A crystal of SnSe₂ is a stack of sheets, each a layer of tin between two layers of selenium. Strong bonds hold a sheet together, while weak forces hold the sheets to one another. The table shows how the gap responds when the crystal is squeezed, stretched or sheared. The problem is to work out from the known rows what happens when it is pulled apart along the stacking direction, with its sides held.

Bulk 1T SnSe2 (unstrained a = 3.825 Å, c = 6.227 Å) under strain, computed with Ansatz 0.2.0: HSE06, plane-wave PAW, 420 eV cutoff, 6×6×4 k mesh, no spin polarisation. The unstrained cell, and the atoms in each strained cell, were relaxed with r2SCAN+rVV10. Changes are relative to the unstrained crystal; shear strain is the engineering angle.

```tsv
strain kind	strain (%)	band gap (eV)	band gap change (eV)	least direct gap change (eV)	pressure change (GPa)
epitaxial xy	-2	1.167	-0.129	-0.032	1.90
epitaxial xy	-0.5	1.253	-0.043	-0.009	0.40
epitaxial xy	5	0.549	-0.747	-1.327	-3.50
hydrostatic	-1	1.213	-0.084	0.011	1.30
hydrostatic	5	1.251	-0.086	-0.629	-4.10
shear xy	-2	1.154	-0.142	-0.007	0.00
shear xy	4	1.029	-0.268	-0.014	0.10
uniaxial x	-1	1.198	-0.098	0.001	0.50
uniaxial x	2	1.169	-0.127	-0.173	-1.00
uniaxial z	0.5	?	?	?	?
uniaxial z	2	?	?	?	?
```

The x and y axes lie in the sheets and z is the stacking direction, also called the normal. "Epitaxial xy" strains both in-plane directions equally and leaves the thickness free to adjust. "Band gap change" is counted from the unstrained crystal. The "least direct gap" is the smallest energy step from a filled to an empty state without a change of electron momentum. "Pressure change" is the mean over the three axes, negative under tension.

**(a) Every known row has a smaller gap than the unstrained crystal, whether it was squeezed, stretched or sheared. How can opposite strains have the same effect?**

*Solution.* The gap is set by the highest filled state and the lowest empty one, and the empty states have several minima, or valleys. In the unstrained crystal the lowest valley lies close to the edge of the Brillouin zone, just inside the line from M to L; it is called the M–L valley here. Another valley lies at the zone centre, Γ. Strain moves the valleys by different amounts, and the gap always follows the lowest.

Squeezing the sheets brings the filled states and the M–L valley closer together. A bonding argument, not tested here, gives a reason. The top of the filled band consists largely of selenium p orbitals in antibonding contact, so it rises when the atoms are pushed together. The empty state at Γ is antibonding between tin and selenium and rises faster still, while the M–L state lags behind. Compression therefore narrows the indirect gap.

Stretching should then open the gap, but only until the valley at Γ, which falls quickly on stretching, becomes the lowest. The calculation shows this switch for the hydrostatic row at +5 %, where the lowest empty state is at Γ. There the gap is 1.251 eV and the direct gap at Γ is 1.255 eV, so the gap is only just indirect. The epitaxial row at +5 % shows the same switch: its lowest empty state is at Γ, and the direct gap there is 0.557 eV against an indirect gap of 0.549 eV.

Shear narrows the gap in another way. The threefold symmetry of the sheet places the M–L valleys along three equivalent directions, a pair of opposite momentum in each. The top of the filled band also lies away from Γ, on a set of equivalent points of its own. Shear makes the directions unequal, so that some states go up and some go down, and the gap runs from the filled state that rises most to the empty state that falls most. Both edges share the loss: between shears of 2 % and 4 % in size, where the volume hardly changes, the top of the filled band rises by 0.059 eV and the lowest empty state falls by 0.067 eV. Reversing the shear gives a mirror image of the same crystal, so both signs must narrow the gap. The two shear rows agree: twice the strain gives nearly twice the loss.

A pull along x alone combines two of these effects. It enlarges the sheet, which opens the gap, and it distorts the sheet, which splits the valleys. In the row at +2 % the splitting wins.

**(b) Forecast the gap, the least direct gap and the pressure for stretches of +0.5 % and +2 % along the normal.**

*Solution.* A pull along the normal with the sides held keeps the area of the sheets and their threefold symmetry. Neither of the two strong effects of part (a) is then at work. What remains is the effect of thickness. Wider spacing weakens the contact between selenium atoms of neighbouring sheets and flattens the bands along the normal, which should open the gap a little. This is an argument from theory; the known rows test it only weakly.

For small strains the effects can be added:

gap change = 0.034 A + 0.009 T − 0.083 S (in eV, strains in %)

Here A is the sum of the two in-plane strains, T is the strain along the normal, and S measures the splitting of the valleys. S is 0.87 times the size of a shear, the full size of a stretch along x, and half the size of a squeeze along x. For one set of valleys symmetry fixes these proportions except for one choice: full and half could be exchanged between stretch and squeeze. The empty valleys show the choice made here, with the valley along y lowest under the stretch and one of the other two under the squeeze. The filled states split as well, and under the squeeze their top lies along y, the opposite choice, so S is a fitted stand-in for both edges. The choice made here fits the known rows better, with an rms error of 0.017 eV against 0.041 eV. The three factors come from a least-squares fit to the seven known rows below 5 %. The two rows at 5 % stay out because the valley at Γ sets their gap.

One assumption enters for the epitaxial rows, whose thickness is free. The fit takes the stack to thicken by 0.6 % for each 1 % of in-plane squeeze, which is low: the relaxed cells thicken by 0.9 to 1.1 %. It affects mainly the factor of T, which is poorly fixed in any case: 0.009 with a standard error of 0.015 eV per %. The known rows therefore say that the thickness effect is small, but they don't settle its sign.

For the pull of +2 % along the normal, A = 0, T = 2 and S = 0. The gap change is 0.009 × 2 ≈ +0.02 eV. At +0.5 % it is below 0.01 eV. Neither row was used in the fit.

The error bars must be wider than these values. The unstrained gap behind most rows is 1.296 eV, but behind the hydrostatic row at +5 % it is 1.337 eV. The two readings differ by 0.04 eV, because the higher one was read at fixed points of the Brillouin zone, without a search for the band edges. When each fitted row is predicted from the other six, the typical miss is also about 0.04 eV.

The pressure follows from a similar sum of area and thickness effects, fitted to the same seven rows. It gives −0.1 GPa at +0.5 % and about −0.4 GPa at +2 %. The second value is moved to −0.3 GPa, because the forces between sheets soften as the sheets are drawn apart. The stress along the normal in the hydrostatic row at +5 %, scaled down to +2 % and divided by three for the mean, would give only about −0.2 GPa; this leaves out the in-plane stress.

The forecasts are:

| Quantity | stretch +0.5 % | stretch +2 % |
|---|---|---|
| Band gap change | 0.00 ± 0.04 eV | +0.02 ± 0.06 eV |
| Least direct gap change | smaller than 0.1 eV in size | smaller than 0.1 eV in size |
| Pressure change | −0.1 ± 0.1 GPa | −0.3 ± 0.2 GPa |

In words, the gap should open weakly if it changes at all, and the direct gap should not collapse as it does in the rows at +5 %.

**(c) Compare the forecasts with the computed values. What was right, what was wrong, and what does the comparison teach?**

The withheld rows as computed:

```tsv
strain kind	strain (%)	band gap (eV)	band gap change (eV)	least direct gap change (eV)	pressure change (GPa)
uniaxial z	0.5	1.280	-0.016	-0.007	-0.10
uniaxial z	2	1.293	-0.004	-0.024	-0.30
```

*Solution.* The size of the effect was right: the gap hardly moves. It changes by −0.016 eV at +0.5 % and by −0.004 eV at +2 %, both inside the stated ranges. Squeezing the sheets by 2 % in both in-plane directions costs 0.129 eV, far more than pulling them apart by 2 %.

As tabulated, the sign was wrong. A weak opening was forecast, and both rows show a slight narrowing. The formula lies about 0.02 eV too high in each case. Since the ranges allowed either sign, the hit concerns only the size of the change.

The two misses are nearly equal, and that is a clue. From +0.5 % to +2 % the gap rises by 0.012 eV, or 0.008 eV per %, close to the slope in the formula. If this line is carried back to zero strain, however, it ends at −0.016 − 0.5 × 0.008 = −0.020 eV, where the change must be zero by definition.

The same happens in rows known from the start. The shear rows lose 0.126 eV between strains of 2 % and 4 % in size, so their line ends at −0.142 + 0.126 = −0.016 eV. The two epitaxial rows under compression, treated in the same way, end near −0.014 eV. Three kinds of strain thus point to a similar step between the unstrained crystal and the strained ones.

The runs point to the sampling of the Brillouin zone. In the unstrained cell the top of the filled band was located in the plane through Γ, 0.018 eV above the best point of the mesh. In nearly all weakly strained cells, squeezed, sheared or pulled along the normal, it was located at another point, out of that plane; at +0.5 % along the normal and at −0.5 % epitaxial it lies 0.035 and 0.037 eV above the best mesh point. The unstrained reading thus most likely missed the top by about 0.02 eV, the size of the step. Against a reference lowered by that much, the two new rows would show no change and a slight opening, so the wrong sign is probably a fault of the reference. A gap change of 0.02 eV in this table should not be read as a response of the material. The slight opening between the two new rows is also too small to confirm the argument about selenium contacts; read on the mesh points alone, the gap even narrows, from 1.399 to 1.380 eV.

The pressure came out at −0.1 and −0.3 GPa, as forecast to the digits of the table. The straight-line model alone would have been off by 0.13 GPa at +2 %, so the correction for softening helped. The pull along the normal changes the pressure by about a third of what an equal pull along x does, which would fit weak forces between the sheets. The energies don't bear this out as binding at this spacing: they fall under the pull, by 1.0 meV per atom at +0.5 % and 3.6 meV at +2 %, although the computed stress along the normal is tensile in both rows. Energy and stress thus disagree on whether the sheets resist being pulled apart. These pressures belong to this calculation: HSE06 has no dispersion forces of its own, and the stress was loosely converged.

The least direct gap changes by −0.007 eV at +0.5 % and by −0.024 eV at +2 %. Both values are well inside the limit of 0.1 eV, and there is no collapse, as forecast.

The rows at +5 % show why the choice of valley matters so much. The hydrostatic and the epitaxial row have the same in-plane stretch and differ only in thickness, yet their gaps differ by 0.70 eV. With the computed thinning of the epitaxial cell, the thickness differs by about 10.5 %, which makes roughly 0.07 eV per %. Applied to the pull of +2 %, that slope would have promised an opening of about 0.13 eV, and the computed row refutes it.

The spacing of the sheets therefore matters little while the M–L valley is lowest, and apparently a great deal once Γ has taken over. For a film under strain, the in-plane part deserves the attention first, both its size and whether it is equal in all directions. For a related layered semiconductor the same questions lead to a first guess: which valley is lowest, whether it and the top of the filled band have equivalent partners that a distortion can split, and how close the next valley lies.
